Solution key: acetone-sensitised biacetyl phosphorescence with residual oxygen

Data. Acetone (donor D, 0.10 mol L⁻¹, absorbing all the light) and biacetyl (acceptor A, 10 µmol L⁻¹) in acetonitrile at 298 K, with residual [O₂] = 10 µmol L⁻¹. Approximate inputs, typical and not measured: triplet energies ET(D) = 332 and ET(A) = 236 kJ mol⁻¹; O₂ a¹Δg at 94 and b¹Σg⁺ at 157 kJ mol⁻¹ above X³Σg⁻; viscosity η = 0.34 mPa s; encounter constant with O₂, kdO = 4.5×10¹⁰ L mol⁻¹ s⁻¹; ΦISC(D) = 0.90; oxygen-free triplet lifetimes τD0 = 50 µs and τA0 = 0.50 ms; oxygen-free phosphorescence efficiency of triplet A, φP0 = 0.080. O₂ is taken to quench both triplets only by energy transfer, total spin is conserved during an encounter, and the light is weak enough to ignore triplet-triplet annihilation. Required: intercept/slope of the plot of 1/Φ against 1/[A], and Φ at the given [A]. Third figures are guard digits, computed from the printed values.

Part 1. Relations common to both calculations (correct)

Encounters form the pair (³D·A) with constant kd. It passes to (D·³A) at rate kf and returns at kb, and both pairs separate at ks. Let p₁ and p₂ be the probabilities of ending as free D + ³A from the first and the second pair:

p₁ = kf p₂/(kf + ks), p₂ = (ks + kb p₁)/(kb + ks), so p₁ = kf/(kf + kb + ks).

Hence kET = kd/(1 + x + ks/kf) with x = kb/kf. Both pairs are spin triplets of equal degeneracy, so x = exp(−ΔE/RT) with ΔE = ET(D) − ET(A) per mole, other entropy differences neglected. For ks ≪ kf this is the Sandros equation (1964):

(1) kET = kd/(1 + exp(−ΔE/RT)).

Here ΔE = 96 kJ mol⁻¹, ΔE/RT = 38.7 and x = 1.5×10⁻¹⁷, so kET = kd = 8RT/(3η) = 1.94×10¹⁰ L mol⁻¹ s⁻¹. Back transfer between free molecules has the constant kd x = 2.9×10⁻⁷ L mol⁻¹ s⁻¹, a rate of 2.9×10⁻⁸ s⁻¹ at 0.10 mol L⁻¹ acetone, and is negligible. Singlet transfer from acetone (lifetime about 2 ns) captures a fraction 3.9×10⁻⁴ of the singlets and is dropped.

Let τT be the lifetime of ³D with O₂ but without A. A fraction f = kET τT[A]/(1 + kET τT[A]) of donor triplets is transferred, and Φ = ΦISC f φP, so

(2) 1/Φ = (1/(ΦISC φP)) (1 + 1/(kET τT[A])).

The intercept is 1/(ΦISC φP), the slope is intercept/(kET τT), and intercept/slope = kET τT. With an oxygen quenching constant kq common to both triplets,

(3) 1/τT = 1/τD0 + kq[O₂], φP = φP0 (1/τA0)/(1/τA0 + kq[O₂]),

where 1/τD0 = 2.0×10⁴ s⁻¹ and 1/τA0 = 2.0×10³ s⁻¹.

Part 2. Attempt (WRONG: it omits the spin factor 1/9; its results earn no credit)

W1. Transfer to a¹Δg is downhill by 238 kJ mol⁻¹ from acetone and by 142 kJ mol⁻¹ from biacetyl; the larger Boltzmann factor is exp(−142 kJ mol⁻¹/RT) = 1.3×10⁻²⁵.
W2. By analogy with (1), kq = kdO/(1 + x) = 4.5×10¹⁰ L mol⁻¹ s⁻¹, so kq[O₂] = 4.5×10⁵ s⁻¹.
W3. 1/τT = 4.7×10⁵ s⁻¹, τT = 2.13 µs, kET τT = 4.13×10⁴ L mol⁻¹.
W4. φP = 0.080 × 2.0×10³/(4.52×10⁵) = 3.54×10⁻⁴; intercept = 3.14×10³; slope = 0.076 mol L⁻¹.
W5. f = 0.413/1.413 = 0.29, Φ = 9.3×10⁻⁵.

Wrong answer: intercept/slope = 4.1×10⁴ L mol⁻¹, Φ = 9.3×10⁻⁵.

Part 3. The symptom

The rule used in W2 fails detailed balance. Write y = exp(−ΔE/RT) for ³M + O₂(X) ⇌ M + O₂(a), M either ketone. The reactants have 3 × 3 = 9 electronic states and the products 1 × 2 = 2, because a¹Δg is orbitally twofold, so the equilibrium constant is K = (2/9)/y. Put an unknown factor s in front of the forward constant and let one reactant pair state exchange with the two product states, x = y/2. The reverse encounter joins two singlets and needs no factor:

forward = s kdO/(1 + x), reverse = kdO x/(1 + x), ratio = 2s/y.

W2 sets s = 1 and gives a ratio nine times K. The same test on acetone and biacetyl, with 3 × 1 states on each side, returns s = 1, so equation (1) passes.

A second sign needs no algebra. W2 makes every encounter with O₂ reactive, although two triplets also meet as quintets, for which no product state is within reach.

Part 4. The faulty line

The fault is W2; W1 is right, and W3 to W5 only propagate the fault. Equation (1) assumed that every pair formed has the spin of the product pair. That holds for ³D + ¹A, where all pairs are triplets. Two S = 1 partners couple to S = 0, 1 and 2 with 1, 3 and 5 states. The product M(S₀) + O₂(a) is a singlet and is reached only from

|0,0⟩ = (|+1,−1⟩ − |0,0⟩ + |−1,+1⟩)/√3,

where the kets on the right are |m(M), m(O₂)⟩. Three of the nine equally likely product kets have singlet weight 1/3 and six have none, so the mean is 3 × (1/3)/9 = 1/9, the value of s that restores detailed balance. Balance could also be restored by x = 9y/2 with s = 1, but that describes complete spin mixing within the pair, which the stated conservation of spin excludes. The b¹Σg⁺ state drains the same singlet pair and leaves 1/9 unchanged.

Part 5. Mended calculation

M2. kq = (1/9) kdO/(1 + x) = 5.0×10⁹ L mol⁻¹ s⁻¹, so kq[O₂] = 5.0×10⁴ s⁻¹.
M3. 1/τT = 7.0×10⁴ s⁻¹, τT = 14.3 µs, kET τT = 2.77×10⁵ L mol⁻¹.
M4. φP = 0.080 × 2.0×10³/(5.2×10⁴) = 3.08×10⁻³; intercept = 361; slope = 1.3×10⁻³ mol L⁻¹.
M5. f = 2.77/3.77 = 0.73, Φ = 2.0×10⁻³.

The model's answer: intercept/slope = 2.8×10⁵ L mol⁻¹ and Φ = 2.0×10⁻³.

Part 6. Size of the error

quantity | wrong | mended | factor
kq (L mol⁻¹ s⁻¹) | 4.5×10¹⁰ | 5.0×10⁹ | 9 too large
intercept/slope (L mol⁻¹) | 4.1×10⁴ | 2.8×10⁵ | 6.7 too small
intercept | 3.14×10³ | 361 | 8.7 too large
slope (mol L⁻¹) | 0.076 | 1.3×10⁻³ | 58 too large
Φ at 10 µmol L⁻¹ | 9.3×10⁻⁵ | 2.0×10⁻³ | 22 too small

For a triplet with oxygen-free decay rate k₀ the lifetime is understated by the factor (k₀ + kdO[O₂])/(k₀ + kdO[O₂]/9), which is 1 without oxygen and tends to 9 when oxygen dominates. It is 6.7 for acetone and 8.7 for the longer-lived biacetyl triplet, and neither depends on kET. The slope is proportional to 1/(φP τT) and carries the product of the two, 58 here and 81 in the limit. Used in reverse, [O₂] = (kET × slope/intercept − 1/τD0)/kq, the slip understates the oxygen content by exactly 9.

Part 7. Limits of the mended result

The factor 1/9 is the ceiling for energy transfer with spin conserved, reached only if ks ≪ kf. The neglected triplet pairs can decay to M(S₀) + O₂(X), which conserves spin, and this channel can rival the one retained. If it were fully efficient, kq = (1/9 + 3/9) kdO = 2.0×10¹⁰ L mol⁻¹ s⁻¹, 1/τT = 2.2×10⁵ s⁻¹, kET τT = 8.82×10⁴ L mol⁻¹, φP = 7.92×10⁻⁴ and Φ = 3.3×10⁻⁴. Even then the attempt understates intercept/slope by a factor 2.1.

As typical knowledge and not as measurement: total oxygen quenching constants of ketone triplets in fluid solution are a few 10⁹ L mol⁻¹ s⁻¹, so the model's kq may miss by up to about a factor of two, more often on the high side; only about a third to a half of those events give singlet oxygen for n,π* ketones, so the model overstates that share about two- to threefold; and exothermic triplet transfer in thin solvents runs near half of 8RT/(3η), which alone would make the model's intercept/slope about twofold too high.